## How much basis set does a dipole moment need?

A fluorine atom carries 14 basis functions in def2-SVP and 31 in def2-TZVP. For a molecule of fixed size, the work of a hybrid-functional calculation with density fitting grows roughly as the cube of that number, or somewhat more slowly, so the step can cost about ten times as much. What it buys depends on how much of the error comes from the basis at all. In the limit of a complete basis, the error that remains belongs to the structure, the functional or the comparison with experiment, and more functions are wasted. For dipole moments that limit comes into sight early.

Dipole moments of 13 molecules (P4, NF3, PH3, SF4, HSiCl3, S=SF2, SF2, SiHF3, CH2=CF2, CH2=CHF, SiH2F2, CH3SiH2F, AsF3) from PySCF 2.14.0, PBE0 with density fitting, gas phase, at PBE0-D3(BJ)/def2-SVP geometries. The level is the basis set; errors are computed minus measured values, and cases are given as SMILES.

```csv
level,mean signed error (D),mean absolute error (D),case of the largest error,slope of computed against reference
aug-cc-pVTZ,-0.03,0.15,FS(F)(F)F,1.049
def2-TZVP,-0.05,0.15,FS(F)(F)F,1.052
6-31G(d),-0.03,0.26,FS(F)(F)F,0.939
def2-TZVPD,-0.05,0.14,FS(F)(F)F,1.046
def2-SVPD,0.01,0.16,FS(F)(F)F,1.094
def2-SVP,0.00,0.22,FS(F)(F)F,1.017
aug-cc-pVDZ,-0.01,0.16,FS(F)(F)F,1.061
```

### First look at the shape

The case of the largest error is SF4 in every row, and the basis is not to blame. The molecule was computed as a near-tetrahedron, with an F–S–F angle of 109.5°, and in a tetrahedron the four bond dipoles cancel by symmetry. Real SF4 is a see-saw with a dipole of 0.63 D, so the whole of that value appears as an error. It contributes −0.05 D to every mean signed error and as much, with a plus sign, to every mean absolute error. A glance at the structure costs less than any larger basis, and here it would have removed the worst miss. The averages quoted below are over the other twelve molecules.

### Two classes of basis set

Without SF4 the sets fall into two classes. The mean absolute error is 0.23 D in 6-31G(d) and 0.19 D in def2-SVP, against 0.10 to 0.12 D in the other five. Those five have diffuse functions, a triple-zeta valence, or both. The differences among them are too small to rank them on twelve molecules.

The mean signed error hides this division. In the table it is 0.00 D for def2-SVP, because the false −0.63 D of SF4 cancels an equal excess summed over the other twelve molecules. In 6-31G(d) the molecules PH3, HSiCl3 and S=SF2 come out too polar, while SF2, AsF3, the three fluorosilanes and the two fluoroethenes are on average 0.08 D too low. A small mean signed error is therefore no reason to trust the next molecule.

### Why a lean basis misplaces charge

A dipole moment weights each bit of electron density by its distance from the centre, so it is sensitive to the outer part of the valence shell. Lean sets such as 6-31G(d) and def2-SVP are built mainly to give good energies, which depend more on the density near the nuclei. A lean double-zeta set has only two functions for the radial shape of each valence orbital. The outer density must then take a shape that the functions allow rather than the one that the molecule prefers.

Phosphine shows how little charge is involved. Its dipole has the positive end at the hydrogens and falls from 1.03 D in 6-31G(d) to 0.65 D in aug-cc-pVTZ. The change corresponds to moving 0.08 of an electron through one ångström, towards the hydrogens. Such a small shift hardly matters to a bond, but it is more than half of the measured dipole of 0.58 D.

NF3 is the opposite limit, in which the basis makes the dipole too small. The pull of the fluorines and the lone pair on nitrogen work against each other, and the measured 0.23 D is the small difference. In 6-31G(d) that difference almost vanishes, at 0.01 D, and the sets with diffuse functions recover 0.13 to 0.15 D. For a related molecule, the quantity to keep in mind is thus an absolute shift of one to a few tenths of a debye. It is a modest correction to a strongly polar molecule and can decide the result for a weakly polar one.

### One gap, two ways to close it

There are two usual ways to enlarge def2-SVP. Diffuse functions, as in def2-SVPD, extend the reach of the basis. A triple-zeta set, such as def2-TZVP, gives the valence orbitals a third radial function, and it also brings more polarisation functions, which let the density deform. Two limiting cases are easy to state: if the additions mend separate faults, their effects on the dipole add up; if they mend the same fault, the larger of the two does nearly all the work.

Phosphine can be worked through in full. The dipole is 0.909 D in def2-SVP; diffuse functions change it by −0.251 D and the triple-zeta valence by −0.227 D. If the two steps added, def2-TZVPD, which has both, would give $0.909-0.251-0.227=0.431$ D. If the larger step did everything, it would give $0.909-0.251=0.658$ D.

The computed value is 0.628 D, so the second picture is right to 0.03 D and the first is wrong by 0.20 D. S=SF2 supports the second picture too, although there the direction of the dipole changes as well. The molecule was turned in space between some of the runs, so the direction has to be measured against the molecule itself, here by the component along the S–S bond, counted positive towards the outer sulphur. That component is −0.20 D in def2-SVP, −0.03 D in def2-TZVP and 0.03 D in def2-SVPD. If the steps added, it would be 0.21 D in def2-TZVPD; if the larger step, the diffuse one, did everything, it would be 0.03 D. The computed value is 0.02 D. The length of the dipole, which comes almost wholly from the component across the bond, also favours the second picture, but there the triple-zeta valence is the larger step. In NF3 and HSiCl3 the two pictures lie close together and decide little. Neither rule has an adjustable constant, and the def2-TZVPD values served only for comparison; the output below compares the lengths for all four molecules. For phosphine and S=SF2 the overlap of the two steps is in the numbers. That the shared gap lies in the outer valence region is an argument from how the sets are built, and the added polarisation functions may have a part in it.

HSiCl3 adds a warning. Diffuse functions lower its def2-SVP dipole by only 0.02 D, which looks like convergence, yet the triple-zeta valence lowers it by 0.12 D. A test of the basis should therefore try both kinds of addition. If only one is tried, the molecule may be one that responds to the other.

### What the purpose demands

The strength of a rotational absorption line grows as the square of the dipole, so the error is magnified there. For phosphine, 6-31G(d) gives lines about 3.1 times as strong as the measured dipole does, and def2-TZVP about 1.4 times. A concentration worked out from an observed line with the 6-31G(d) dipole would be too low by the same factor of three. Even the better basis leaves an error that calls for calibration with a known gas sample.

A polarisability asks for more than a dipole does. An external field pulls density into the far tail, where the undisturbed molecule has little, so diffuse functions still matter at triple-zeta level. P4 is the clean limiting case: symmetry makes its dipole zero in any basis, yet def2-TZVP falls 6 % short of the def2-TZVPD polarisability. In PH3 the shortfall is 14 % and in NF3 17 %. For all three the smaller def2-SVPD comes closer than def2-TZVP, so here the kind of function counts for more than the number.

### Where a larger basis stops helping

The seven fluorine compounds from SF2 to AsF3 that were averaged above show what remains. Their mean absolute error is 0.21 D in 6-31G(d) and 0.19 D in def2-SVP, and it settles at 0.14 to 0.15 D in all five better sets. Going from aug-cc-pVDZ to aug-cc-pVTZ leaves it where it was. This part of the error has another origin.

Several causes are possible, and these numbers do not separate them. All dipoles were computed at structures optimised in the lean def2-SVP basis, without averaging over vibrations, and AsF3 was treated without relativity. The functional and the measured values have errors of their own. My guess is that the structures deserve the first test, because a longer or shorter bond changes the dipole directly. Reoptimising one or two of these molecules in a triple-zeta basis would show how much of the error comes from the lean basis used for the structures.

### What to run

For a first sorting into polar and nonpolar molecules, def2-SVP will do, provided that weakly polar cases are run again: it puts phosphine 0.33 D too high. For errors near 0.1 D on average, def2-SVPD, aug-cc-pVDZ and def2-TZVP serve equally well. By the cubic estimate for fluorine, aug-cc-pVDZ costs about four times as much as def2-SVP, and def2-TZVP about eleven times. If polarisabilities are wanted too, the choice falls on a set with diffuse functions.

The same estimate puts aug-cc-pVTZ at about 35 times the cost of def2-SVP, for a mean error no better than that of def2-TZVP. It is useful as a check on a single molecule, less so as a routine setting. Once a double-zeta set with diffuse functions and a triple-zeta set agree to a few hundredths of a debye, a test of the structure promises more than a still larger basis.

Output of the analysis:

```
Statistics without SF4 (D; slope has no unit):
          row  mean signed  mean absolute   slope  seven others signed  seven others absolute
  aug-cc-pVTZ      0.01976         0.1102  0.9932              0.01732                 0.1473
    def2-TZVP      -0.0019         0.1102  0.9983            -0.008208                 0.1446
     6-31G(d)      0.01979         0.2294   0.878             -0.08221                 0.2133
   def2-TZVPD    -0.001908        0.09941   0.992            -0.006146                 0.1405
    def2-SVPD      0.06311         0.1211   1.036               0.0797                 0.1504
     def2-SVP      0.05234          0.186  0.9567              0.01068                 0.1903
  aug-cc-pVDZ      0.04144         0.1211   1.004              0.03571                 0.1494
Computed dipoles (D):
          row     PH3      NF3  HSiCl3  S=SF2
  aug-cc-pVTZ  0.6472   0.1422  0.9174  1.109
    def2-TZVP  0.6829  0.09207  0.8602  1.099
     6-31G(d)   1.025   0.0068   1.211  1.269
   def2-TZVPD  0.6285   0.1354   0.875  1.081
    def2-SVPD   0.658   0.1298  0.9606  1.151
     def2-SVP  0.9094  0.05674  0.9793  1.308
  aug-cc-pVDZ  0.6842   0.1502  0.9705  1.143
one F-S-F angle of the SF4 geometry used (degrees): 109.5
part of every mean signed error that is due to SF4 (D): -0.04826
PH3, miss if the two steps add (D): -0.1971
NF3, miss if the two steps add (D): 0.02974
HSiCl3, miss if the two steps add (D): -0.03344
thiothionyl fluoride, miss if the two steps add (D): -0.1386
PH3, miss if the larger step (diffuse) does all (D): 0.02949
NF3, miss if the larger step (diffuse) does all (D): -0.00559
HSiCl3, miss if the larger step (triple-zeta) does all (D): -0.01481
thiothionyl fluoride, miss if the larger step (triple-zeta) does all (D): 0.01826
PH3 dipole change from 6-31G(d) to aug-cc-pVTZ, as charge times distance (e angstrom): 0.07876
PH3 line strength over that from the measured dipole, 6-31G(d): 3.126
PH3 line strength over that from the measured dipole, def2-TZVP: 1.386
polarisability missing in def2-TZVP against def2-TZVPD, P4 (percent): 6.408
polarisability missing in def2-TZVP against def2-TZVPD, PH3 (percent): 13.85
polarisability missing in def2-TZVP against def2-TZVPD, NF3 (percent): 17.18
rough cost against def2-SVP, aug-cc-pVDZ (times): 4.434
rough cost against def2-SVP, def2-TZVP (times): 10.86
rough cost against def2-SVP, aug-cc-pVTZ (times): 35.47
```
